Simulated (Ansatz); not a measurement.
In2O: the change of energy above lowest point and pressure with volume per atom

All results are calculated (Ansatz 0.2.0 development build). Equation of state of a cubic crystal from periodic Kohn-Sham density functional theory without spin; pressure corrected for the finite basis.

Cell of the first row (space group Fm-3m, No. 225):
```
CELL_PARAMETERS angstrom
0.00000 3.14040 3.14040
3.14040 0.00000 3.14040
3.14040 3.14040 0.00000
ATOMIC_POSITIONS crystal
In 0.25000 0.25000 0.25000
In 0.75000 0.75000 0.75000
O 0.00000 0.00000 0.00000
```

Settings of every row: formula In2O; structure type antifluorite; functional PBE; spin treatment none; k mesh 29x29x29; occupation method fermi-dirac; occupation width 0.061225619 eV; wave cutoff 420 eV; datasets soft-1 PAW; density cutoff ratio 4.

Limits: a cubic model structure, not a phase known at ambient conditions.

```csv
row,volume per atom (Å³),energy above lowest point (meV/atom),pressure (GPa)
1,20.648,?,?
2,21.087,5.17,1.958
3,21.526,1.25,0.922
4,21.966,0,0.005
5,22.405,1.12,-0.808
6,22.844,4.35,-1.531
7,23.284,9.44,-2.17
```

Question: what energy above lowest point and pressure should row 1 give?

Worked fit of energy above lowest point. Take u = (V_r/V)^(2/3) − 1 with V_r = 22.186 Å³ an atom, which is twice the finite (Eulerian) strain; such expansions in the strain, on which the Birch-Murnaghan equation of state is built, carry the rest volume and the bulk modulus. The shown rows have u = 0.03445, 0.02034, 0.00667, -0.00653, -0.0193, -0.03169. Least squares give energy above lowest point = 0.284 − 86.24 × u + 6504 × u² + 3382 × u³ meV/atom; a parabola predicts inner rows, each left out in turn, worse (root mean square 0.039 against 0.0051 meV/atom). All shown rows lie on it to the printed digit. Its lowest point lies at u = 0.0066, or V = 21.97 Å³ an atom, and the curvature there gives the bulk modulus at fixed shape and fractions, B = (4/9)(1 + u)² E″(u)/V = 43.2 GPa. The withheld row has u = 0.04906, so the fit gives 0.284 − 86.24 × (0.04906) + 6504 × (0.04906)² + 3382 × (0.04906)³ = 12.11 meV/atom.

The calculation gave 12.1 meV/atom. The fit lies 0.01 meV/atom (0.083 % of the column's range) above it, one unit of the last digit. This row lies beyond the range of the fit.

Worked fit of pressure. Take u = (V_r/V)^(2/3) − 1 with V_r = 22.186 Å³ an atom, which is twice the finite (Eulerian) strain; such expansions in the strain, on which the Birch-Murnaghan equation of state is built, carry the rest volume and the bulk modulus. The shown rows have u = 0.03445, 0.02034, 0.00667, -0.00653, -0.0193, -0.03169. Least squares give pressure = −0.4157 + 61.794 × u + 204.57 × u² GPa; a straight line predicts inner rows, each left out in turn, worse (root mean square 0.086 against 0.0035 GPa). The rows lie off it by 0.002, -0.004, -0.001, 0.002, 0.001, -0.001. The pressure vanishes at u = 0.0066, or V = 21.97 Å³ an atom, and there the bulk modulus at fixed shape and fractions is B = −V dP/dV = (2/3)(1 + u) dP/du = 43.3 GPa. The withheld row has u = 0.04906, so the fit gives −0.4157 + 61.794 × (0.04906) + 204.57 × (0.04906)² = 3.108 GPa.

The calculation gave 3.123 GPa. The fit lies 0.015 GPa (0.28 % of the column's range) below it; its largest miss of a shown row is 0.004 GPa. This row lies beyond the range of the fit.
